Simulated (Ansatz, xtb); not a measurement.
**Two isomers of C3H7BS**

We compare a, `B/C=C/SC`, a singlet, with b, `BSC1CC1`, a singlet. Both are isolated molecules in the gas phase, relaxed with PBE-D3(BJ)/def2-SVP; the shapes shown needn't be the lowest conformers.

a (Å):

```xyz
12

C    -0.5619    1.0252    0.0043
C    -0.9184   -0.0549   -0.7635
C    -1.0436   -2.4998   -2.0360
B    -1.4419    2.2716    0.0155
S    -0.0203   -1.5354   -0.8778
H    -1.1585    3.2497    0.6842
H    -2.4572    2.2874   -0.6646
H     0.3681    0.9487    0.5973
H    -1.8431   -0.0128   -1.3693
H    -2.0529   -2.6785   -1.6181
H    -1.1173   -1.9915   -3.0165
H    -0.5324   -3.4713   -2.1714
```

b (Å):

```yaml
atoms:
  - { symbol: C, position_ang: [0.5401, 0.1471, 0.0199] }
  - { symbol: C, position_ang: [1.3271, -1.1396, 0.0082] }
  - { symbol: C, position_ang: [0.9062, -0.5238, 1.3202] }
  - { symbol: B, position_ang: [-1.9968, -1.2224, -0.1505] }
  - { symbol: S, position_ang: [-1.1701, 0.2696, -0.5864] }
  - { symbol: H, position_ang: [-1.4555, -2.1285, 0.4492] }
  - { symbol: H, position_ang: [-3.1573, -1.2747, -0.4985] }
  - { symbol: H, position_ang: [1.0740, 1.0738, -0.2438] }
  - { symbol: H, position_ang: [0.7943, -2.0473, -0.3185] }
  - { symbol: H, position_ang: [2.3850, -1.0928, -0.2950] }
  - { symbol: H, position_ang: [1.6631, -0.0367, 1.9552] }
  - { symbol: H, position_ang: [0.0912, -1.0187, 1.8728] }
```

Problem. Estimate which is lower in electronic energy at CCSD(T)/def2-SVP + ΔMP2/def2-TZVPP, and by roughly how much.

Solution. The CCSD(T)/def2-SVP + ΔMP2/def2-TZVPP calculation puts structure b lower, by 9.0 kcal/mol.

How the difference moves with the method:

```
                             level             geometry  E(b) − E(a) (kcal/mol)  departure from the last row (kcal/mol)  job, with rough time for the two
                          GFN2-xTB             GFN2-xTB                     −23.1                                   −14.1              optimisation, 0.44 s
                         HF/STO-3G             GFN2-xTB                     −17.9                                    −8.9              single point, 0.78 s
                r2SCAN-D4/def2-SVP             GFN2-xTB                     −11.8                                    −2.7               single point, 4.5 s
               PBE-D3(BJ)/def2-SVP  PBE-D3(BJ)/def2-SVP                     −11.4                                    −2.4                optimisation, 35 s
                       HF/def2-SVP  PBE-D3(BJ)/def2-SVP                      −8.2                                    +0.9           part of the CCSD(T) run
                      MP2/def2-SVP  PBE-D3(BJ)/def2-SVP                     −15.1                                    −6.0           part of the CCSD(T) run
                  CCSD(T)/def2-SVP  PBE-D3(BJ)/def2-SVP                     −13.4                                    −4.4                      single point
CCSD(T)/def2-SVP + ΔMP2/def2-TZVPP  PBE-D3(BJ)/def2-SVP                      −9.0                                                        single point, 51 s
```

As drawn, b has 1 B–S, 3 C–C in place of 1 C–B, 1 C=C, 1 C–S. Structure a has no ring, b a 3-membered ring.

The levels shown agree on the order. The largest departure from CCSD(T)/def2-SVP + ΔMP2/def2-TZVPP is that of GFN2-xTB, 14.1 kcal/mol. The last row adds to CCSD(T) the change of the MP2 difference between the two basis sets, here +4.4 kcal/mol, a large step that makes the value less sure.

With harmonic frequencies from PBE-D3(BJ)/def2-SVP (ideal gas, rigid rotor, one conformer each, 298.15 K, 1 atm): on the last row, ΔE + ΔZPE = −7.6, ΔH = −8.4, ΔG = −6.7 kcal/mol.

The correlated steps freeze 9 core orbitals. Codes used: Ansatz 0.2.0, xtb 6.7.1; the last row on 2 threads of Intel(R) Xeon(R) Processor @ 2.70GHz on a shared host.

The ring isomer b is favoured even though it carries the strain of a cyclopropane, so its bonding must more than repay that cost. The main reason is probably the B–S link: the BH2 group lies nearly coplanar with the C–S–B unit, so a sulfur lone pair can donate into the empty boron p orbital. Isomer b also trades the C=C π bond for C–C σ bonding. Isomer a has compensation of its own, since sulfur and boron sit at opposite ends of the alkene in a push–pull π system, but there the donation is relayed through carbon rather than direct.

Thermal terms narrow the gap without reversing it. Zero-point energy favours a, as does entropy, as expected when an open chain with soft torsions is compared with a rigid ring. The preference applies to the separate monomers; both have an unhindered BH2 group that could dimerise through B–H–B bridges, and the order of the dimers may differ.
